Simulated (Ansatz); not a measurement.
## Swapping H for NH2 on In: the atomisation energy

On one In centre, n of the H ligands are replaced by NH2. The atomisation energy (no zero-point term) y in kJ/mol at CCSD(T)/def2-TZVPP. Shapes, held fixed at every level: PBE0-D4/def2-TZVP. Programs: Ansatz 0.2.0.

```
 molecule  n  y (kJ/mol)
     InH3  0         728
InH2(NH2)  1        1486
InH(NH2)2  2           ?
 In(NH2)3  3        2963
```

**Question.** Fit y = c + s·n to the known rows and predict InH(NH2)2.

**Answer.** 
1. Means of the 3 rows: n = 1.33333, y = 1725.7.
2. Σ(Δn)² = 4.6667, Σ(Δn·Δy) = 3472.3, so the slope is 3472.3/4.6667 = 744.06.
3. Intercept: 1725.7 − (744.06) × 1.33333 = 733.6. The largest residual of the fit is 8.3.
4. InH(NH2)2: 733.6 + (744.06) × 2 = 2222 kJ/mol.

The run gave 2228 kJ/mol, so the prediction is off by -6 kJ/mol, within the scatter of the fit. The steps per swap are +758, +742, +735 kJ/mol. The slope is the difference between a In–NH2 and a In–H bond with the ligands’ own bonds. Other levels give for InH(NH2)2: B3LYP-D4/def2-TZVPP 2298; r2SCAN0-D4/def2-TZVPP 2226; wB97X-V/def2-TZVPP 2321 kJ/mol. For atoms past krypton def2 sets carry core potentials with scalar relativity. Correlated rows may include outer-core shells of In, which these sets cover unevenly.

Atomisation energy rises almost linearly with n because each swap adds nearly the same set of local bonds. Most of the slope comes from the two N–H bonds inside each amide, with only the difference between In–N and In–H bonding added on top. The large increase therefore does not show that In–N is much stronger than In–H.

The steps fall steadily, from +758 to +742 to +735 kJ/mol, so the small underestimate for InH(NH2)2 reflects slight curvature rather than random scatter. This suggests that the amide lone pairs compete for the single formally empty In 5p orbital, with the first donor gaining most. Diffuse In 5p overlaps only modestly with compact N 2p, which would keep the effect small.

The spread between methods for InH(NH2)2 far exceeds this curvature, perhaps partly because the correlated energy is not converged with basis size, so the close r2SCAN0-D4 match is no proof of accuracy. Separating the In–N contribution would require the energy of the free NH2 radical at the same level.
